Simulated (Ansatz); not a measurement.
## A series in volume scale on Mg2ZnP2

All results are calculated (Ansatz 0.2.0). Free energy against uniform scaling of the volume at fixed shape and fractions; periodic cell, basis, potentials, k mesh and filling as listed.

The cell before it is scaled or strained (space group P3m1, No. 156):
```
cell vectors (Å)
   4.0141     0.0000     0.0000
  -2.0070     3.4763     0.0000
   0.0000     0.0000     6.5439
atoms (fractions of the cell vectors)
Mg  0.33333  0.66667  0.63415
Mg  0.00000  0.00000  0.99427
Zn  0.66667  0.33333  0.36142
P   0.66667  0.33333  0.76671
P   0.33333  0.66667  0.24345
```

Settings of every row: functional PBEsol; dispersion none; potentials PAW; wave cutoff 470 eV; density cutoff 1880 eV; k mesh 6x6x4; k shift 0x0x0; occupations fixed; smearing width 0 eV; spin none.

Limits: the cell comes from a prototype or a list of computed structures and needn't be the stable phase.

```
row  volume scale  V (Å³/atom)  energy above lowest point (meV/atom)  pressure (GPa)
  1          0.92       16.802                                  23.7            6.42
  2        0.9467        17.29                                   8.4             3.7
  3        0.9733       17.775                                   0.8            1.33
  4             1       18.263                                     0           -0.73
  5        1.0267       18.751                                     ?               ?
  6        1.0533       19.236                                  15.1           -4.09
  7          1.08       19.724                                  29.7           -5.45
```

Question: what energy above lowest point and pressure should row 5 give?

Worked fit of energy above lowest point. Take u = (V_r/V)^(2/3) − 1 with V_r = 18.019 Å³ an atom, which is twice the finite (Eulerian) strain; such expansions in the strain, on which the Birch-Murnaghan equation of state is built, carry the rest volume and the bulk modulus. The shown rows have u = 0.04772, 0.02791, 0.00913, -0.00893, -0.04264, -0.05849. Least squares give energy above lowest point = −0.38 + 46.6 × u + 9594 × u² meV/atom; a straight line predicts inner rows, each left out in turn, worse (root mean square 11 against 0.048 meV/atom). All shown rows lie on it to the printed digit. Its lowest point lies at u = -0.0024, or V = 18.08 Å³ an atom, and the curvature there gives the bulk modulus at fixed shape and fractions, B = (4/9)(1 + u)² E″(u)/V = 75.2 GPa. Letting shape and atoms relax would as a rule lower it, by much in layered, chain or molecular crystals. The withheld row has u = -0.0262, so the fit gives −0.38 + 46.6 × (-0.0262) + 9594 × (-0.0262)² = 5.0 meV/atom.

The calculation gave 5 meV/atom. The fit meets it to the printed digit.

Worked fit of pressure. Take u = (V_r/V)^(2/3) − 1 with V_r = 18.019 Å³ an atom, which is twice the finite (Eulerian) strain; such expansions in the strain, on which the Birch-Murnaghan equation of state is built, carry the rest volume and the bulk modulus. The shown rows have u = 0.04772, 0.02791, 0.00913, -0.00893, -0.04264, -0.05849. Least squares give pressure = 0.266 + 114.85 × u + 294.2 × u² GPa; a straight line predicts inner rows, each left out in turn, worse (root mean square 0.33 against 0.01 GPa). The rows lie off it by 0.00, 0.00, -0.01, 0.01, 0.01, 0.00. The pressure vanishes at u = -0.0023, or V = 18.08 Å³ an atom, and there the bulk modulus at fixed shape and fractions is B = −V dP/dV = (2/3)(1 + u) dP/du = 75.5 GPa. Letting shape and atoms relax would as a rule lower it, by much in layered, chain or molecular crystals. The withheld row has u = -0.0262, so the fit gives 0.266 + 114.85 × (-0.0262) + 294.2 × (-0.0262)² = -2.54 GPa.

The calculation gave -2.53 GPa. The fit lies 0.01 GPa (0.084 % of the column's range) below it, one unit of the last digit.
